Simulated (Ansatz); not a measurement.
## A ladder of methods for Si2 (disilicon)

Si2 has 2 atoms, charge 0, and is taken as a triplet. As SMILES, `[Si]=[Si]`. The shape is that of a GFN2-xTB optimisation.

```
atom   x (Å)   y (Å)   z (Å)
  Si  0.0000  0.0000  0.0000
  Si  0.0000  0.0000  2.1742
```

Each level gives the energy change with the Si1–Si2 bond stretched from 2.174 to 3.261 Å (eV). The values are calculated.

```tsv
level	kind	program	value (eV)
U-revPBE/6-31G	GGA	Ansatz	1.36
U-r2SCAN/6-31G	meta-GGA	Ansatz	1.63
U-r2SCAN0/6-31G	hybrid meta-GGA	Ansatz	1.75
UPBE0/6-31G	global hybrid	Ansatz	1.68
UCAM-B3LYP/6-31G	range-separated hybrid	Ansatz	1.59
UB2PLYP/6-31G	double hybrid	Ansatz	1.58
RPA@PBE/6-31G	RPA	Ansatz	0.91
UCCSDT/6-31G	coupled cluster or CI	Ansatz	1.48
```

The first shape isn't each level's own minimum. The values span 0.91 to 1.75 eV. Spin contamination of the reference (⟨S²⟩ at least 0.1 too high) touches U-r2SCAN0/6-31G, UB2PLYP/6-31G, UCCSDT/6-31G. The coupled-cluster rows rest on a doubtful reference here (large T1 or Brueckner and Hartree–Fock orbitals at odds), and rows may lie in different states. All rows use very small basis sets, so none should be taken for the real molecule's value.

Every level puts the stretched molecule higher in energy, as expected when the 3p overlap that holds Si2 together is weakened. The π overlap fades faster with distance than the σ overlap, so the π contribution is probably lost first. The cost doesn't rise or fall steadily along the ladder: revPBE gives 1.36 eV, r2SCAN 1.63 eV and PBE0 1.68 eV, but CAM-B3LYP falls back to 1.59 eV. RPA stands apart at 0.91 eV, probably because its short-range correlation energy converges slowly with the basis and it tends to underbind covalent molecules.

Si2 is a demanding case because its σ and π valence orbitals lie close together, giving two low-lying triplets, one with two π electrons and one with three. These differ in bond length and stiffness, so a fixed stretch needn't probe the same part of each curve. The energies measure resistance to a finite stretch; they are neither dissociation energies nor force constants, since the longer distance is still short of separated atoms.
